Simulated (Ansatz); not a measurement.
# SnO₂: energy above given cell and pressure against volume ratio

Results calculated with Ansatz 0.2.0, not measured. Plane-wave density functional theory, PAW datasets, Gaussian smearing 0.05 eV: equation of state, the given cell scaled in volume with shape and atoms relaxed at each volume.

The cell before it is scaled or strained (space group P4_2/mnm, No. 136):
```
CELL_PARAMETERS angstrom
4.76020 0.00000 0.00000
0.00000 4.76020 0.00000
0.00000 0.00000 3.20080
ATOMIC_POSITIONS crystal
Sn 0.00000 0.00000 0.00000
Sn 0.50000 0.50000 0.50000
O 0.30590 0.30590 0.00000
O 0.80590 0.19410 0.50000
O 0.19410 0.80590 0.50000
O 0.69410 0.69410 0.00000
```

Settings of every row: paw set soft_2; functional r2SCAN; spin treatment none; moment partition spheres; spin axis none; wave cutoff 500 eV; k mesh 6x6x10; symmetry use detected.

Atom hubbard u: 0 on all atoms.

| row | volume ratio | V (Å³/atom) | energy above given cell (meV per atom) | pressure (GPa) |
| --- | --- | --- | --- | --- |
| 1 | 0.96 | 11.605 | 13.25 | 9.167 |
| 2 | 0.98 | 11.846 | 3.15 | 4.296 |
| 3 | 1 | 12.088 | 0 | -0.025 |
| 4 | 1.02 | 12.33 | ? | ? |
| 5 | 1.04 | 12.572 | 11.36 | -7.188 |
| 6 | 1.07 | 12.934 | 32.59 | -11.411 |

Question: what energy above given cell and pressure should row 4 give?

Worked fit of energy above given cell. Take u = (V_r/V)^(2/3) − 1 with V_r = 12.088 Å³ an atom, which is twice the finite (Eulerian) strain; such expansions in the strain, on which the Birch-Murnaghan equation of state is built, carry the rest volume and the bulk modulus. The shown rows have u = 0.02756, 0.01357, 0, -0.02583, -0.0441. Least squares give energy above given cell = 0.062 + 7.77 × u + 16949.2 × u² meV per atom; a straight line predicts inner rows, each left out in turn, worse (root mean square 9.8 against 0.24 meV per atom). The rows lie off it by 0.10, -0.14, -0.06, 0.19, -0.09 (root mean square 0.12 meV per atom). Its lowest point lies at u = -0.0002, or V = 12.09 Å³ an atom, and the curvature there gives the bulk modulus with shape and atoms relaxed, B = (4/9)(1 + u)² E″(u)/V = 200 GPa. The withheld row has u = -0.01313, so the fit gives 0.062 + 7.77 × (-0.01313) + 16949.2 × (-0.01313)² = 2.88 meV per atom.

The calculation gave 2.98 meV per atom. The fit lies 0.10 meV per atom (3.4 % of the value, 0.31 % of the column's range) below it; its largest miss of a shown row is 0.19 meV per atom.

Worked fit of pressure. Take u = (V_r/V)^(2/3) − 1 with V_r = 12.088 Å³ an atom, which is twice the finite (Eulerian) strain; such expansions in the strain, on which the Birch-Murnaghan equation of state is built, carry the rest volume and the bulk modulus. The shown rows have u = 0.02756, 0.01357, 0, -0.02583, -0.0441. Least squares give pressure = −0.026 + 304.511 × u + 1051.52 × u² GPa; a straight line predicts inner rows, each left out in turn, worse (root mean square 0.61 against 0.0041 GPa). The rows lie off it by 0.002, -0.004, 0.001, 0.002, -0.001. The pressure vanishes at u = 0.0001, or V = 12.09 Å³ an atom, and there the bulk modulus with shape and atoms relaxed is B = −V dP/dV = (2/3)(1 + u) dP/du = 203 GPa. The withheld row has u = -0.01313, so the fit gives −0.026 + 304.511 × (-0.01313) + 1051.52 × (-0.01313)² = -3.843 GPa.

The calculation gave -3.84 GPa. The fit lies 0.003 GPa (0.015 % of the column's range) below it; its largest miss of a shown row is 0.004 GPa.
